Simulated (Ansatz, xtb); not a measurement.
# CH9FOSi3: which of two isomers lies lower

Structure a is `C[SiH2][SiH2]O[SiH2]F`, a singlet and structure b is `F[SiH2]C[SiH2]O[SiH3]`, a singlet. Both are isolated molecules in the gas phase, relaxed with PBE0-D3(BJ)/def2-SVP, each in the lowest conformer that the search found.

Question: Which of the two would you expect CCSD(T)/def2-SVP + ΔMP2/def2-TZVPP electronic energies to favour?

Answer: Too close to call at this level: CCSD(T)/def2-SVP + ΔMP2/def2-TZVPP gives E(b) − E(a) = +0.28 kcal/mol.

Level by level:

```
                             level              geometry  E(b) − E(a) (kcal/mol)  departure from the last row (kcal/mol)  job, with rough time for the two
                          GFN2-xTB              GFN2-xTB                     −4.86                                   −5.15              optimisation, 0.25 s
                         HF/STO-3G              GFN2-xTB                     +5.40                                   +5.11              single point, 0.78 s
                r2SCAN-D4/def2-SVP              GFN2-xTB                     +2.41                                   +2.12               single point, 5.2 s
              PBE0-D3(BJ)/def2-SVP  PBE0-D3(BJ)/def2-SVP                     +4.36                                   +4.08             optimisation, 2.3 min
                       HF/def2-SVP  PBE0-D3(BJ)/def2-SVP                     −0.95                                   −1.23           part of the CCSD(T) run
                      MP2/def2-SVP  PBE0-D3(BJ)/def2-SVP                     +0.43                                   +0.15           part of the CCSD(T) run
                  CCSD(T)/def2-SVP  PBE0-D3(BJ)/def2-SVP                     +1.75                                   +1.47                      single point
CCSD(T)/def2-SVP + ΔMP2/def2-TZVPP  PBE0-D3(BJ)/def2-SVP                     +0.28                                                        single point, 64 s
```

As drawn, b has 1 C–Si, 1 Si–H in place of 1 Si–Si, 1 C–H.

The largest departure from CCSD(T)/def2-SVP + ΔMP2/def2-TZVPP is that of GFN2-xTB, 5.15 kcal/mol. A small imaginary or near-zero mode remains, so no thermal terms are given. The last row adds to CCSD(T) the change of the MP2 difference between the two basis sets, here −1.47 kcal/mol.

The correlated steps freeze 18 core orbitals. Codes used: Ansatz 0.2.0, xtb 6.7.1; the last row on 4 threads of Arm Neoverse V1 on a shared host.

The two isomers are practically degenerate: the final preference for a is smaller than the basis-set correction of −1.47 kcal/mol that precedes it, so its sign carries no weight. The near-balance is chemically reasonable. Isomer a keeps a weak Si–Si bond but also a strong C–H bond, while b replaces them with C–Si and Si–H bonds of intermediate strength, so the bond exchange largely cancels. What remains probably depends on where the fluorine sits. In a it shares a silicon with oxygen, where donation from the oxygen lone pairs into the Si–F antibonding orbital can offset part of the cost of keeping the Si–Si bond; in b the two electronegative atoms are on different silicons.

In the def2-SVP basis, Hartree–Fock slightly favours b, whereas MP2 and CCSD(T) favour a, so correlation works in favour of the Si–Si isomer. Enlarging the basis pulls the other way, which suggests that the small basis describes the two bonding patterns unevenly. A further step towards the basis-set limit could still reverse the order.
